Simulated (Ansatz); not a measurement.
**Which isomer of CH8GaNO gives these data?**

These gas-phase data were calculated for one isomer of CH8GaNO at B3LYP-D3(BJ)/def2-SVP (harmonic, unscaled wavenumbers; equilibrium rotational constants with average atomic masses):

```
rotational constants            : 6.948, 3.006, 2.349 GHz
all wavenumbers above 1500 cm⁻¹ : 3863, 3554, 3484, 3159, 3129, 3036, 1923, 1895, 1619
```

Candidates:

(1) `[CH3][Ga@H-]([NH3+])[OH]`, a singlet
(2) `C[NH2+][GaH2-][OH]`, a singlet

Q: Which candidate do the data belong to?

A: Candidate (2). 2 modes lie between 3250 and 3800 cm⁻¹, one for each N–H bond, while (1) has 3.

The same quantities for all candidates:

|  | rotational constants (GHz) | wavenumbers above 1500 cm⁻¹ | E above the lowest, B3LYP-D3(BJ)/def2-SVP (kcal/mol) |
| --- | --- | --- | --- |
| (1) | 4.957, 3.987, 2.929 | 3869, 3600, 3564, 3435, 3114, 3110, 3021, 1889, 1634, 1602 | 0.0 |
| (2) | 6.948, 3.006, 2.349 | 3863, 3554, 3484, 3159, 3129, 3036, 1923, 1895, 1619 | 10.9 |

Harmonic stretches to hydrogen usually lie a few per cent above observed fundamentals. Each candidate is one conformer. Programs: Ansatz 0.2.0.

The Ga–H region supports the assignment independently: (2) has two stretches, at 1923 and 1895 cm⁻¹, as expected for a GaH2 group, whereas (1) has only one, at 1889 cm⁻¹. The rotational constants agree. Moving the methyl group from gallium to nitrogen turns a compact arrangement of three heavy atoms around the metal into a C–N–Ga–O chain, which raises the largest constant and lowers the other two.

The assigned isomer is nevertheless the less stable of the two, by 10.9 kcal/mol. Formally, going from (2) to (1) exchanges a C–N and a Ga–H bond for an N–H and a Ga–C bond. The gain from replacing C–N by the stronger N–H bond probably dominates, outweighing the generally better donor ability of methylamine compared with ammonia. The identification rests on structure and vibrations, not on relative energy, and the energy difference says nothing about how readily the isomers interconvert, since that would require breaking and remaking covalent bonds.
